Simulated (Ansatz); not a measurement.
# A series in volume scale on Au

All results are calculated (Ansatz 0.2.0). Free energy against uniform scaling of the volume at fixed shape and fractions; periodic cell, basis, potentials, k mesh and filling as listed.

The cell before it is scaled or strained (space group P6_3/mmc, No. 194):
```
cell vectors (Å)
   2.9096     0.0000     0.0000
  -1.4548     2.5198     0.0000
   0.0000     0.0000     4.8962
atoms (fractions of the cell vectors)
Au  0.33333  0.66667  0.75000
Au  0.66667  0.33333  0.25000
```

Settings of every row: functional PBEsol; dispersion none; potentials PAW; wave cutoff 500 eV; density cutoff 2000 eV; k mesh 11x11x6; k shift 0x0x0; occupations methfessel paxton; smearing width 0.15 eV; spin none.

Limits: coarse k mesh, up to 40 meV an atom off; no spin-orbit coupling, which can matter with elements this heavy.

```
row  volume scale  V (Å³/atom)  energy above lowest point (meV/atom)  pressure (GPa)
  1        0.9406       16.882                                     0            1.54
  2        0.9703       17.415                                   3.7           -3.57
  3             1       17.949                                  22.7           -7.72
  4        1.0297       18.482                                     ?               ?
  5        1.0594       19.015                                  95.8           -13.8
```

Question: what energy above lowest point and pressure should row 4 give?

Worked fit of energy above lowest point. Take u = (V_r/V)^(2/3) − 1 with V_r = 17.682 Å³ an atom, which is twice the finite (Eulerian) strain; such expansions in the strain, on which the Birch-Murnaghan equation of state is built, carry the rest volume and the bulk modulus. The shown rows have u = 0.03135, 0.0102, -0.00994, -0.0473. Least squares give energy above lowest point = 11.52 − 932.6 × u + 17966 × u² meV/atom; a straight line predicts inner rows, each left out in turn, worse (root mean square 17 against 0.35 meV/atom). The rows lie off it by 0.1, -0.2, 0.1, 0.0. Its lowest point lies at u = 0.0260, or V = 17.02 Å³ an atom, and the curvature there gives the bulk modulus at fixed shape and fractions, B = (4/9)(1 + u)² E″(u)/V = 158 GPa. Letting shape and atoms relax would as a rule lower it, by much in layered, chain or molecular crystals. The withheld row has u = -0.02907, so the fit gives 11.52 − 932.6 × (-0.02907) + 17966 × (-0.02907)² = 53.8 meV/atom.

The calculation gave 54.2 meV/atom. The fit lies 0.4 meV/atom (0.42 % of the column's range) below it; its largest miss of a shown row is 0.2 meV/atom.

Worked fit of pressure. Take u = (V_r/V)^(2/3) − 1 with V_r = 17.682 Å³ an atom, which is twice the finite (Eulerian) strain; such expansions in the strain, on which the Birch-Murnaghan equation of state is built, carry the rest volume and the bulk modulus. The shown rows have u = 0.03135, 0.0102, -0.00994, -0.0473. Least squares give pressure = −5.75 + 207.53 × u + 790.8 × u² GPa; a straight line predicts inner rows, each left out in turn, worse (root mean square 0.77 against 0.038 GPa). The rows lie off it by 0.01, -0.02, 0.01, 0.00. The pressure vanishes at u = 0.0253, or V = 17.03 Å³ an atom, and there the bulk modulus at fixed shape and fractions is B = −V dP/dV = (2/3)(1 + u) dP/du = 169 GPa. Letting shape and atoms relax would as a rule lower it, by much in layered, chain or molecular crystals. The withheld row has u = -0.02907, so the fit gives −5.75 + 207.53 × (-0.02907) + 790.8 × (-0.02907)² = -11.11 GPa.

The calculation gave -11.1 GPa. The fit lies 0.01 GPa (0.065 % of the column's range) below it, one unit of the last digit.
